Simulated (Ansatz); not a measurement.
Loss of HCl: C2H3ClF2 → C2H2F2 + HCl

Species: C2H3ClF2 `FCC(F)Cl`, singlet; C2H2F2 (1,2-difluoroethene) `F/C=C/F`, singlet; HCl (hydrogen chloride), singlet. 

Shapes, held fixed at every level: PBE0-D4/def2-TZVP. Flexible molecules stand in one conformer, not always the lowest. Programs: Ansatz 0.2.0. The zero-point and thermal change to 298 K, harmonic and unscaled (PBE0-D4/def2-TZVP), is -16.3 kJ/mol.

```tsv
level	kind	ΔH(298 K) (kJ/mol)	less CCSD(T)/CBS estimate
HF/def2-SVP	Hartree–Fock	+73.5	-12.2
HF/def2-TZVPP	Hartree–Fock	+70.8	-14.9
r2SCAN-D4/def2-TZVPP	meta-GGA	+91.1	+5.4
BHLYP-D4/def2-TZVPP	global hybrid	+88.6	+2.9
B2PLYP/def2-TZVPP	double hybrid	+77.2	-8.5
MP2/def2-SVP	perturbation theory	+87.2	+1.5
CCSD/def2-TZVPP	coupled cluster or CI	+80.8	-4.9
CCSD(T)/CBS estimate	coupled cluster or CI	+85.7	0.0
```

The highest level, CCSD(T)/CBS estimate, gives ΔH(298 K) = +85.7 kJ/mol; the levels span +70.8 to +91.1. The column of differences is taken from that level and isn't an error. No measured value is set beside it here. The CBS estimate extrapolates MP2 from def2-TZVPP and def2-QZVPP and adds CCSD(T) − MP2 in the triple-zeta set, cores frozen.

Elimination of HCl is clearly endothermic at every level, with +85.7 kJ/mol at the highest. A C–Cl and a C–H σ bond are given up for H–Cl and a C=C π bond, and the strong H–Cl bond only partly offsets the weakness of π relative to σ bonding. The vibrational contribution lowers the cost, since stiff C–H bending modes of the haloethane become soft relative motions of two separate molecules.

Both Hartree–Fock values lie below all the correlated ones, so correlation favours the intact haloethane. This probably reflects the many close contacts between electron pairs around its halogenated carbons, some of which are lost when HCl departs. The closeness of MP2/def2-SVP to the reference is therefore likely to owe something to cancellation between basis-set and correlation errors.

The product here is the E alkene; because 1,2-difluoroethene shows the cis effect, elimination to the Z isomer should be slightly less endothermic. The reaction enthalpy alone doesn't establish which isomer forms faster.
